Carbon activity from CO/CO₂ data: how unstable is cementite at 900 K?

Conventions. Gases are ideal, p⁰ = 1 bar, a_C = 1 for graphite, P = (p_CO + p_CO₂)/p⁰ and x = p_CO/(p_CO + p_CO₂). For C + CO₂ = 2 CO,

K a_C = p_CO²/(p_CO₂ p⁰) = P x²/(1 − x) ≡ Q.

The root of P x² + Q x − Q = 0 between 0 and 1 is the Boudouard curve,

x = (Q/2P)[√(1 + 4P/Q) − 1].

Data. These values were made for the exercise from inputs chosen to reproduce typical iron–carbon behaviour, with scatter added, so the results below belong to the model and test nothing about real cementite. Run A equilibrates the gas with graphite, run B with a graphite-free mixture of ferrite and Fe₃C, in separate tubes at the same T and P. Each x has an independent standard deviation of 0.002.

T (K) | P | x, run A | x, run B
850 | 0.050 | 0.604 | 0.725
900 | 0.200 | 0.595 | 0.683
950 | 0.500 | 0.646 | 0.695

Wanted: K(T), the activity a* at which ferrite and cementite coexist, and ΔG°, ΔH°, ΔS° of 3 Fe(α) + C(graphite) = Fe₃C.

Step 1: invert each point. Run A has a_C = 1, so K = Q_A and ΔG_B° = −RT ln K. Run B gives Q_B = K a*, so a* = Q_B/Q_A. Coexistence requires 3μ_Fe + μ_C = G(Fe₃C) with μ_C = G(graphite) + RT ln a*, hence RT ln a* = ΔG° − 3RT ln a_Fe. Carbon in ferrite, typically about 4×10⁻⁴ per Fe atom near 900 K, lowers ln a_Fe by that amount, a 9 J/mol term that we drop. For the scatter,

∂ln Q/∂x = (2 − x)/[x(1 − x)],

and runs A and B add in quadrature. Unrounded values are carried throughout; energies are in kJ/mol.

T (K) | K | Q_B | a* | ΔG_B° | ΔG°
850 | 0.0461 | 0.0956 | 2.07 ± 0.04 | 21.75 | 5.16 ± 0.12
900 | 0.175 | 0.294 | 1.68 ± 0.03 | 13.05 | 3.90 ± 0.13
950 | 0.589 | 0.792 | 1.34 ± 0.02 | 4.18 | 2.33 ± 0.13

Step 2: fit in temperature. Take ΔG(T) = ΔG(900) − (T − 900 K) ΔS with constant ΔS. For three equally spaced points, unweighted least squares gives ΔG(900) as the mean of the three values and ΔS = [ΔG(850) − ΔG(950)]/(100 K); then ΔH = ΔG(900) + 900 K × ΔS.

Boudouard: ΔG_B°(900) = 12.99 ± 0.05 kJ/mol, ΔS_B° = 176 ± 1 J/(mol K), ΔH_B° = 171 ± 1 kJ/mol. The line reaches K = 1 at 900 K + ΔG_B°(900)/ΔS_B° = 974 ± 1 K.

Cementite: ΔG°(900) = 3.80 ± 0.07 kJ/mol, ΔS° = 28 ± 2 J/(mol K), ΔH° = 29 ± 2 kJ/mol. The fitted activity is a*(900) = exp[ΔG°(900)/RT] = 1.66 ± 0.02.

So in this model ferrite converts to cementite at 900 K only in a gas supersaturated in graphite. Dividing ΔG° by four atoms puts Fe₃C 9.8 meV/atom above the Fe–graphite tie line of the convex hull: it is metastable.

Uniqueness.
• dQ/dx = P x(2 − x)/(1 − x)² > 0, and Q runs from 0 to ∞ on 0 < x < 1, so each x fixes exactly one Q.
• The gas sees only the product K a_C. Run B alone is unchanged by K → λK, a* → a*/λ, and repeating it at other pressures returns the same Q. Run A, or a tabulated K, breaks the degeneracy.
• ΔH° and ΔS° are unique but poorly separated: their errors have correlation 0.999. Quote ΔG°(900) and ΔS°, and never recombine rounded ΔH and ΔS.
• A heat-capacity term is not resolved. The second difference ΔG°(850) − 2ΔG°(900) + ΔG°(950) = −0.31 ± 0.31 kJ/mol equals about −ΔCp (50 K)²/(900 K), since ∂²ΔG/∂T² = −ΔCp/T. This gives ΔCp = 0.11 ± 0.11 kJ/(mol K), compatible with zero.

How errors carry through.
• Composition: the amplification (2 − x)/[x(1 − x)] is least, 3 + 2√2 = 5.83, at x = 2 − √2 = 0.586 and diverges at both ends. Choose P to keep x near 0.6 to 0.7.
• Pressure: a scale error common to both runs cancels in a* and passes one to one into K.
• Temperature: a common offset moves a* by only ΔH°/RT² = 0.4 % per K. If run A alone is 1 K too hot, K rises by ΔH_B°/RT² = 2.5 % and ΔG° falls by ΔH_B° × 1 K/T = 0.19 kJ/mol, more than the composition scatter. The ± values above omit this.
• Graphite in run B: iron catalyses 2 CO → C + CO₂, which lowers x and pulls Q_B towards K, biasing a* low.
• Oxide: at 900 K and P = 1, Q_B = 0.294 gives x = 0.415, below the iron/wüstite boundary, typically x ≈ 0.55 and independent of P. Iron would oxidise, which is why the pressures are low.

Transfer to CH₄/H₂. For CH₄ = C + 2 H₂, a_C = K_m p_CH₄ p⁰/p_H₂². This gas is used over iron catalysts in nanotube CVD. With methane fraction y at 1 bar, a_C = K_m y/(1 − y)². Taking K_m ≈ 3.2 at 900 K as an approximate input, a_C = 1 at y = 0.20 and a_C = 1.66 at y = 0.27. Between these local gas compositions the model lets graphitic carbon deposit while bulk iron stays ferrite; nanometre particles add surface terms that it leaves out.